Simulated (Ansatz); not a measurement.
Ta₃N₅: a fit and a missing row

Ta₃N₅, Cmcm, a = 3.878 Å, b = 10.216 Å, c = 10.238 Å. The structure is a COD entry; whether it is the stable form wasn't checked. Ansatz: PBEsol, PAW, 420 eV, Γ-centred 8×8×4 mesh on 16 atoms, Gaussian smearing 0.02 eV; no spin polarisation. Shape and atoms are relaxed at each volume; pressure is positive in compression.

```tsv
V (Å³/atom)	P (GPa)
11.153	41.93
11.534	29.03
11.914	17.85
12.294	8.23
12.674	-0.03
13.054	-7.07
13.435	?
13.942	-19.43
```

Take V0 = 12.674 Å³/atom, count pressures from its P0 = -0.03 GPa, fit the third-order Birch–Murnaghan form to the other rows, and predict the missing pressure.

With the Eulerian strain f = ½[(V0/V)^(2/3) − 1] and y = (P − P0)/[3f(1 + 2f)^(5/2)], the form is the line y = B0 + 1.5 B0 (B0′ − 4) f. Rows (f, y): 0.04448, 254.1; 0.03243, 255.3; 0.02104, 255.5; 0.01025, 255.3; -0.00975, 252.8; -0.03080, 246.1. Means f = 0.01128, y = 253.18; Σ(Δf)² = 0.003859, ΣΔfΔy = 0.4018; the slope is their ratio. y = 252.0 + 104.1 f GPa, so B0 = 252.0 GPa and B0′ = 4 + 2 × (104.1)/(3 × 252.0) = 4.28. At V = 13.435, f = -0.01906, y = 250.02 and P = -13.00 GPa. The run gave -13.04 GPa, so the fit is 0.04 GPa too high, within the rms miss on the fitted rows (0.20 GPa).

Spin–orbit coupling is left out, which can shift energies with elements as heavy as these.

Cost: 8 runs of about 70 core-minutes in all, on Arm Neoverse V2 (shared hosts).

The fit describes a stiff nitride, with B0 = 252.0 GPa, that stiffens further under compression. The stiffness fits strong, partly covalent bonds between Ta 5d and N 2p states in a formally d⁰ Ta(V) compound, where bonding states are filled and antibonding ones empty. Squeezing these bonds raises the closed-shell repulsion steeply, while stretching weakens the restoring force.

The reduced pressures y don't follow a straight line, however. They climb from 246.1 in the most expanded row to 255.5 under moderate compression, then fall to 254.1. The line therefore lies above the data at both ends and below them in the middle, a sign of a missing higher-order strain term. B0′ = 4.28 is thus an average over the range more than a sharp equilibrium property. The flattening may reflect bending and rotation of the linked Ta–N polyhedra, which would take up part of the compression. The missing row lies close to where the misfit changes sign on the expanded side, so its close prediction tests interpolation there, not the third-order form under stronger strain.
